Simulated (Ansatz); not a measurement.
## Ligand exchange: InH2(SH) + C5H10S → InH(SH)2 + C5H10

Species: InH2(SH), singlet; C5H10S `SC1CCCC1`, singlet; InH(SH)2, singlet; C5H10 (cyclopentane) `C1CCCC1`, singlet. The partners trade H for SH: In–H and C–SH bonds give way to In–SH and C–H.

Shapes, held fixed at every level: PBE0-D4/def2-TZVP. Flexible molecules stand in one conformer, not always the lowest. Programs: Ansatz 0.2.0. Electronic energies: no zero-point or thermal term.

| level | kind | ΔE (kJ/mol) | less CCSD(T)/def2-TZVPP |
| --- | --- | --- | --- |
| SPW92/def2-TZVPP | LDA | -123.6 | +10.2 |
| PBE-D4/def2-TZVPP | GGA | -131.8 | +2.0 |
| r2SCAN-D4/def2-TZVPP | meta-GGA | -136.7 | -2.9 |
| wB97M-V/def2-TZVPP | range-separated hybrid | -131.5 | +2.3 |
| B2PLYP/def2-TZVPP | double hybrid | -139.2 | -5.4 |
| MP2/def2-SVP | perturbation theory | -132.3 | +1.5 |
| CCSD/def2-SVP | coupled cluster or CI | -132.7 | +1.1 |
| CCSD(T)/def2-TZVPP | coupled cluster or CI | -133.8 | 0.0 |

The highest level, CCSD(T)/def2-TZVPP, gives ΔE = -133.8 kJ/mol; the levels span -139.2 to -123.6. The column of differences is taken from that level and isn't an error. No measured value is set beside it here. For atoms past krypton def2 sets carry core potentials with scalar relativity. Correlated rows may include outer-core shells of In, which these sets cover unevenly.

Every level makes the exchange of H for SH strongly exothermic, so the direction of the reaction doesn't depend on the treatment of correlation. The driving force has two parts. On carbon, a fairly weak, almost nonpolar C–S bond gives way to a strong C–H bond; on indium, a weak In–H bond is replaced by a more polar In–S bond, favoured by sulfur's higher electronegativity and its good match to a soft metal centre. The carbon side probably contributes the larger share, though the total energy alone can't separate the two.

Because the number of bonds is conserved and all species are closed-shell, much of the correlation error should cancel, which fits the modest spread. Agreement doesn't improve steadily up the functional ladder: PBE-D4 lies closer to CCSD(T) than B2PLYP does. The closeness of MP2 and CCSD may partly reflect compensation between basis-set and correlation effects. The exothermicity says nothing about the barrier to cleaving the C–S bond, so it doesn't establish that the indium hydride would desulfurise the thiol readily.
